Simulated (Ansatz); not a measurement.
**A van 't Hoff estimate for CH5BO2 ⇌ B(OH)O + CH4**

Species: CH5BO2 `COBO`, singlet; B(OH)O (oxoborinic acid), singlet; CH4 `C`, singlet. This is a balance of energies; it says nothing on the path, which may need atoms to shift.

The electronic reaction energy at CCSD(T)/CBS estimate is +4.2 kJ/mol. Shapes: PBE0-D4/def2-TZVP. Flexible molecules stand in one conformer, not always the lowest. Programs: Ansatz 0.2.0. Enthalpy and entropy come from rigid-rotor, harmonic-oscillator sums on unscaled PBE0-D4/def2-TZVP wavenumbers, ideal gases at 1 bar. Symmetry numbers: CH5BO2 1, B(OH)O 1, CH4 12. R = 8.3145 J/(mol K).

```
T (K)  ΔH (kJ/mol)  ΔS (J/(mol K))
  800         -8.0          +130.1
 1100        -12.3          +125.5
 1400            ?               ?
```

Work out ln K at 800 and 1100 K, and from these estimate it at 1400 K.


1. 800 K: ΔG = -8.0 − 800 × (+130.1)/1000 = -112.1 kJ/mol; ln K = −ΔG/RT = +16.85.
2. 1100 K: ΔG = -12.3 − 1100 × (+125.5)/1000 = -150.4 kJ/mol; ln K = −ΔG/RT = +16.44.
3. Slope against 1000/T: (+16.44 − (+16.85))/(0.9091 − 1.2500) = +1.20, that is −ΔH/R with ΔH near -10 kJ/mol.
4. 1400 K: ln K = +16.85 + (+1.20) × (0.7143 − 1.2500) = +16.21.

The full sums give ΔH = -17.2 kJ/mol, ΔS = +121.6 J/(mol K), ΔG = -187.4 kJ/mol and ln K = +16.10 at 1400 K, so the line is off by +0.11 in ln K; without rounding the miss is +0.11, from the change of ΔH with temperature. The products are favoured over this whole range. The number of molecules rises, which sets the sign of ΔS, and lower pressure favours the products. An error of 10 kJ/mol in the energy moves ln K by 0.9 at 1400 K. Soft modes are treated as harmonic, which can err either way at these temperatures; the lowest are those of CH5BO2 (111 cm⁻¹). Other conformers aren't counted. The CBS estimate extrapolates MP2 from def2-TZVPP and def2-QZVPP and adds CCSD(T) − MP2 in the triple-zeta set, cores frozen.

The equilibrium lies with the products because of entropy, not bond energy. Electronically the reaction is almost thermoneutral: giving up the C–O and B–H bonds is nearly repaid by a strong C–H bond and by the multiple B–O bond of oxoborinic acid. The modest exothermicity at 800 K, against an electronic energy of +4.2 kJ/mol, probably owes much to the zero-point energy lost when one molecule becomes two.

The same fragmentation explains the curvature. Six vibrations of the reactant become translations and rotations, which hold less heat once vibrations are well excited, so ΔH grows more negative and ΔS shrinks on heating. Since the reaction is exothermic, ln K falls with temperature, but only slightly, as the entropy term supplies most of it.

The reactant here is methoxy(hydroxy)borane, with a B–H bond, and not its isomer methylboronic acid, which should be considerably more stable; the strong preference for methane and oxoborinic acid therefore can't be carried over to that compound.
